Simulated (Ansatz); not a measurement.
A series in volume scale on Ag

All results are calculated (Ansatz 0.2.0). Plane-wave DFT, scalar-relativistic PAW made under PBE with cores redone for the functional, no dispersion; the given relaxed cell is scaled uniformly, energy at zero smearing counts from the unscaled cell, pressure at the given Fermi-Dirac smearing is positive in compression.

The cell before it is scaled or strained (space group P6_3/mmc, No. 194):
```
CELL_PARAMETERS angstrom
2.89060 0.00000 0.00000
-1.44530 2.50330 0.00000
0.00000 0.00000 9.55770
ATOMIC_POSITIONS crystal
Ag 0.33333 0.66667 0.25000
Ag 0.66667 0.33333 0.75000
Ag 0.00000 0.00000 0.00000
Ag 0.00000 0.00000 0.50000
```

Settings of every row: spin polarised no; functional r2SCAN; wave cutoff 500 eV; smearing width 0.1 eV; k mesh 14x14x4.

Atom starting moment: 0 on all atoms.

Limits: the cell comes from a prototype or a list of computed structures and needn't be the stable phase.

```
row  volume scale  V (Å³/atom)  pressure (GPa)  energy change per atom (meV)
  1          0.88       15.215           19.18                        108.93
  2          0.92       15.907            11.1                         44.44
  3          0.96       16.598            4.92                         10.52
  4          1.04       17.982               ?                             ?
  5          1.08       18.673            -6.2                         28.49
  6          1.12       19.365            -8.3                         60.02
```

Question: what pressure and energy change per atom should row 4 give?

Worked fit of pressure. Take u = (V_r/V)^(2/3) − 1 with V_r = 16.598 Å³ an atom, which is twice the finite (Eulerian) strain; such expansions in the strain, on which the Birch-Murnaghan equation of state is built, carry the rest volume and the bulk modulus. The shown rows have u = 0.05972, 0.02875, 0, -0.07553, -0.09768. Least squares give pressure = 4.931 + 198.56 × u + 655.4 × u² GPa; a straight line predicts inner rows, each left out in turn, worse (root mean square 1.7 against 0.15 GPa). The rows lie off it by 0.05, -0.08, -0.01, 0.13, -0.09 (root mean square 0.082 GPa). The withheld row has u = -0.05199, so the fit gives 4.931 + 198.56 × (-0.05199) + 655.4 × (-0.05199)² = -3.62 GPa.

The calculation gave -3.44 GPa. The fit lies 0.18 GPa (5.2 % of the value, 0.66 % of the column's range) below it; its largest miss of a shown row is 0.13 GPa.

Worked fit of energy change per atom. Take u = (V_r/V)^(2/3) − 1 with V_r = 16.598 Å³ an atom, which is twice the finite (Eulerian) strain; such expansions in the strain, on which the Birch-Murnaghan equation of state is built, carry the rest volume and the bulk modulus. The shown rows have u = 0.05972, 0.02875, 0, -0.07553, -0.09768. Least squares give energy change per atom = 10.667 + 817.78 × u + 13664.7 × u² meV; a straight line predicts inner rows, each left out in turn, worse (root mean square 36 against 1.9 meV). The rows lie off it by 0.69, -1.03, -0.15, 1.64, -1.15 (root mean square 1.1 meV). The withheld row has u = -0.05199, so the fit gives 10.667 + 817.78 × (-0.05199) + 13664.7 × (-0.05199)² = 5.09 meV.

The calculation gave 7.39 meV. The fit lies 2.30 meV (31 % of the value, 2.3 % of the column's range) below it; its largest miss of a shown row is 1.64 meV.
